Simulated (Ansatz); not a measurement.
# A series in volume scale on Mg

Results calculated with Ansatz 0.2.0, not measured. Free energy against uniform scaling of the volume at fixed shape and fractions; periodic cell, basis, potentials, k mesh and filling as listed.

The cell before it is scaled or strained (space group P6_3/mmc, No. 194):
```
cell vectors (Å)
   3.2093     0.0000     0.0000
  -1.6046     2.7793     0.0000
   0.0000     0.0000     5.2103
atoms (fractions of the cell vectors)
Mg  0.33333  0.66667  0.25000
Mg  0.66667  0.33333  0.75000
```

Settings of every row: functional PBE; dispersion none; potentials all-electron LAPW; k mesh 10x10x6; k shift 0x0x0; occupations cold; smearing width 0.1 eV; spin none; basis error target 0.002 eV/atom.

Limits: coarse k mesh, up to 40 meV an atom off.

```csv
row,volume scale,V (Å³/atom),energy above lowest point (meV/atom)
1,0.94,21.843,7.2
2,0.97,22.54,?
3,1,23.237,0
4,1.03,23.934,3.4
5,1.06,24.631,10.7
```

Question: what energy above lowest point should row 2 give?

Worked fit of energy above lowest point. Take u = (V_r/V)^(2/3) − 1 with V_r = 23.585 Å³ an atom, which is twice the finite (Eulerian) strain; such expansions in the strain, on which the Birch-Murnaghan equation of state is built, carry the rest volume and the bulk modulus. The shown rows have u = 0.05248, 0.00996, -0.00974, -0.02852. Least squares give energy above lowest point = 1.19 − 175.6 × u + 5530 × u² meV/atom; a straight line predicts inner rows, each left out in turn, worse (root mean square 5.5 against 0.042 meV/atom). All shown rows lie on it to the printed digit. Its lowest point lies at u = 0.0159, or V = 23.03 Å³ an atom, and the curvature there gives the bulk modulus at fixed shape and fractions, B = (4/9)(1 + u)² E″(u)/V = 35.3 GPa. Letting shape and atoms relax would as a rule lower it, by much in layered, chain or molecular crystals. The withheld row has u = 0.03067, so the fit gives 1.19 − 175.6 × (0.03067) + 5530 × (0.03067)² = 1.0 meV/atom.

The calculation gave 1 meV/atom. The fit meets it to the printed digit.
